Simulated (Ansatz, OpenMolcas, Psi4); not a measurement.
## A ladder of methods for CH6Si (methylsilane)

CH6Si has 8 atoms, charge 0, and is taken as a singlet. As SMILES, `C[SiH3]`. The coordinates come from a PBE0-D4/def2-TZVP relaxation.

Quantity: the HOMO–LUMO gap, in eV. The values are calculated.

```csv
level,kind,program,value (eV)
M06-L/def2-TZVP,meta-GGA,OpenMolcas,8.87
TPSS/def2-TZVP,meta-GGA,OpenMolcas,8.18
r2SCAN/def2-TZVP,meta-GGA,OpenMolcas,8.71
BHLYP/def2-TZVP,global hybrid,OpenMolcas,11.81
M06-2X/def2-TZVP,hybrid meta-GGA,OpenMolcas,11.73
PBE0/def2-TZVP,global hybrid,Ansatz,9.92
wB97M-V/def2-TZVP,range-separated hybrid,Psi4,13.64
B2PLYP/def2-TZVP,double hybrid,OpenMolcas,12.01
```

The values span 8.18 to 13.64 eV. Orbital gaps aren't excitation energies, and those of double hybrids come from the SCF part alone; they tend to grow with the share of exact exchange.

Every level gives methylsilane a wide gap, as expected for a saturated molecule whose highest occupied orbitals are Si–H and Si–C σ bonds, with no lone pair or π system to narrow it. The three meta-GGAs lie lowest, at 8.18 to 8.87 eV, and PBE0 comes next at 9.92 eV. Above that, the overall share of exact exchange doesn't fix the order: M06-2X falls just below BHLYP despite a slightly larger share. The range-separated wB97M-V gives the widest gap, 13.64 eV, though its short-range share is small, probably because full exact exchange at long range deepens the occupied levels and denies the empty ones the attraction of an exchange hole.

The numbers thus support a large σ-type gap but don't single out one value as the right one. Since a small saturated silane doesn't bind an extra electron in a compact valence orbital, the LUMO is probably held up partly by the lack of diffuse functions in def2-TZVP, and how far they would lower it isn't tested here.
